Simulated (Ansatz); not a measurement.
**GePt$_{2}$: do energies and stresses tell the same story?**

Method: Ansatz, DFT PBEsol, scalar-relativistic, plane waves, PAW.

Settings: cutoff 420 eV, Γ-centred mesh 6×6×10 on the computed 9-atom cell, Gaussian smearing of 0.10 eV; no spin polarisation.

Relaxed cell: P-62m, a = 6.761 Å, b = 6.761 Å, c = 3.459 Å, α = 90.00°, β = 90.00°, γ = 120.00°, 9 atoms in the primitive cell. Whether it is the stable form of this composition wasn't checked.

Energies at zero smearing and pressures from the stress tensor, at volumes with shape and atoms relaxed:
```json
{"V (Å³/atom)": "13.387", "E − E(first) (meV/atom)": "0.00", "P (GPa)": "36.83"}
{"V (Å³/atom)": "13.843", "E − E(first) (meV/atom)": "-87.66", "P (GPa)": "24.99"}
{"V (Å³/atom)": "14.299", "E − E(first) (meV/atom)": "-144.21", "P (GPa)": "15.03"}
{"V (Å³/atom)": "14.756", "E − E(first) (meV/atom)": "-174.84", "P (GPa)": "6.77"}
{"V (Å³/atom)": "15.212", "E − E(first) (meV/atom)": "-184.11", "P (GPa)": "0.00"}
{"V (Å³/atom)": "15.668", "E − E(first) (meV/atom)": "-175.95", "P (GPa)": "-5.49"}
{"V (Å³/atom)": "16.125", "E − E(first) (meV/atom)": "-153.86", "P (GPa)": "-9.83"}
{"V (Å³/atom)": "16.733", "E − E(first) (meV/atom)": "-107.83", "P (GPa)": "-14.10"}
```

Check P = −dE/dV between neighbouring volumes, and get the bulk modulus from the pressures alone.

With 1 eV/Å³ = 160.2 GPa:
| middle V (Å³/atom) | −ΔE/ΔV (GPa) | mean P (GPa) |
| --- | --- | --- |
| 13.615 | 30.775 | 30.908 |
| 14.071 | 19.852 | 20.009 |
| 14.527 | 10.755 | 10.902 |
| 14.984 | 3.254 | 3.388 |
| 15.440 | -2.863 | -2.743 |
| 15.896 | -7.757 | -7.658 |
| 16.429 | -12.120 | -11.966 |

The two differ by 0.16 GPa at most. The mean of two end pressures misses the average over a step by about ΔV² P″/12, up to 0.17 GPa here; with that taken off 0.04 GPa remains. The stress is the derivative of the free energy, not of the energy at zero smearing, and with free energies 0.01 GPa remains. Around V = 15.212 Å³/atom, the two neighbours give B = −V ΔP/ΔV = 15.212 × 12.26 / 0.913 = 204.3 GPa, against B0 = 200.4 GPa from the Birch–Murnaghan fit of the energies.

Spin–orbit coupling is left out, which can shift energies with elements as heavy as these.

Energies and stresses do tell the same story: the energy minimum and the zero of pressure fall at the same sampled volume, and the small mismatch between them is almost entirely accounted for by finite volume steps and electronic entropy. This leaves little room for a Pulay stress from the incomplete plane-wave basis. The gap between 204.3 and 200.4 GPa is no sign of inconsistency either. A secant across a curve that steepens under compression slightly overestimates the local slope, and the rest probably reflects the form and range of the fit.

The steepening itself is the usual anharmonicity of a metallic solid. Compression drives filled shells into overlap and raises the kinetic energy of the electrons, while expansion only weakens the bonding gradually. The considerable stiffness is plausibly due to Pt 5d bonding, with Ge p states mixing in.

Agreement of this kind tests numerical consistency, not accuracy, since an error of the functional would enter energy and stress alike. Resistance to shear or to symmetry-breaking distortions remains untested.
